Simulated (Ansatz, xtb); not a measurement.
**Two isomers of ClGeH5OSi**

Structure a is `O[Si@H](Cl)[GeH3]`, a singlet and structure b is `[SiH3][O][GeH2][Cl]`, a singlet. Both are isolated molecules in the gas phase, relaxed with PBE0-D3(BJ)/pcseg-1; the shapes shown needn't be the lowest conformers.

a (Å):

| atom | x (Å) | y (Å) | z (Å) |
| --- | --- | --- | --- |
| Cl | -0.6079 | 0.2370 | -1.3780 |
| Ge | 2.8010 | 0.8886 | -0.2843 |
| O | 0.7425 | -1.3608 | 0.8785 |
| Si | 0.6139 | 0.1916 | 0.3071 |
| H | -0.0661 | -1.8114 | 1.1525 |
| H | -0.0758 | 1.0735 | 1.2910 |
| H | 3.7103 | 0.8644 | 0.9530 |
| H | 2.7374 | 2.3207 | -0.8351 |
| H | 3.3637 | -0.0496 | -1.3589 |

b (Å):

```xyz
9

Cl    1.7541    0.4089   -1.9981
Ge    0.1118   -0.6695   -1.0724
O     0.0199   -0.1696    0.6408
Si    0.0937    1.3384    1.3584
H    -0.7058    2.3270    0.5728
H     1.5019    1.8173    1.4461
H    -0.4811    1.1972    2.7232
H    -1.1616   -0.2397   -1.8026
H     0.4519   -2.1556   -1.0808
```

Estimate E(b) − E(a) at the level CCSD(T)/def2-SVP + ΔMP2/def2-TZVPP.

Too close to call at this level: CCSD(T)/def2-SVP + ΔMP2/def2-TZVPP gives E(b) − E(a) = −0.032 eV.

The same difference at several levels:

```tsv
level	geometry	E(b) − E(a) (eV)	departure from the last row (eV)	job, with rough time for the two
GFN2-xTB	GFN2-xTB	−0.990	−0.958	optimisation, 0.25 s
HF/STO-3G	GFN2-xTB	−0.044	−0.012	single point, 0.46 s
r2SCAN-D4/def2-SVP	GFN2-xTB	+0.038	+0.070	single point, 2.5 s
PBE0-D3(BJ)/pcseg-1	PBE0-D3(BJ)/pcseg-1	+0.280	+0.312	optimisation, 82 s
HF/def2-SVP	PBE0-D3(BJ)/pcseg-1	−0.316	−0.284	part of the CCSD(T) run
MP2/def2-SVP	PBE0-D3(BJ)/pcseg-1	−0.210	−0.179	part of the CCSD(T) run
CCSD(T)/def2-SVP	PBE0-D3(BJ)/pcseg-1	−0.192	−0.160	single point
CCSD(T)/def2-SVP + ΔMP2/def2-TZVPP	PBE0-D3(BJ)/pcseg-1	−0.032		single point, 24 s
```

As drawn, b has 1 Ge–O, 1 Cl–Ge, 2 Si–H in place of 1 Cl–Si, 1 Ge–Si, 1 O–H, 1 Ge–H.

The largest departure from CCSD(T)/def2-SVP + ΔMP2/def2-TZVPP is that of GFN2-xTB, 0.958 eV. The last row adds to CCSD(T) the change of the MP2 difference between the two basis sets, here +0.160 eV, a large step that makes the value less sure.

With harmonic frequencies from PBE0-D3(BJ)/pcseg-1 (ideal gas, rigid rotor, one conformer each, 600 K, 1 atm): on the last row, ΔE + ΔZPE = −0.066 eV. A mode under 50 cm⁻¹ makes harmonic enthalpies and free energies unreliable, so none is given.

The correlated steps freeze 20 core orbitals; the filled d shell of Ge is correlated, in a basis made for valence electrons. Programs: Ansatz 0.2.0, xtb 6.7.1; the last row on 2 threads of Intel(R) Xeon(R) Gold 6455B (Sapphire Rapids) on a shared host.

The near-balance reflects opposing bond preferences. Isomer b gives up a relatively weak Ge–Si bond for a strong, polar Ge–O bond, and exchanges Ge–H for the stronger Si–H. Isomer a keeps the O–H bond and places chlorine on silicon, which binds it more strongly than germanium does.

In def2-SVP, correlation moves the difference from −0.316 eV with HF to −0.192 eV with CCSD(T), so it favours a, probably in part through the polarisable Ge–Si bond. Most of this shift is already present in MP2. The larger basis also favours a, so both corrections erode the preference for b found with HF. The closeness of HF/STO-3G to the final value is therefore best read as error cancellation. Zero-point energy works the other way, as expected when a stiff O–H stretch is replaced by softer Si–H motion.

Similar energies do not imply easy interconversion: the rearrangement must break and form several strong bonds, and no barrier was computed.
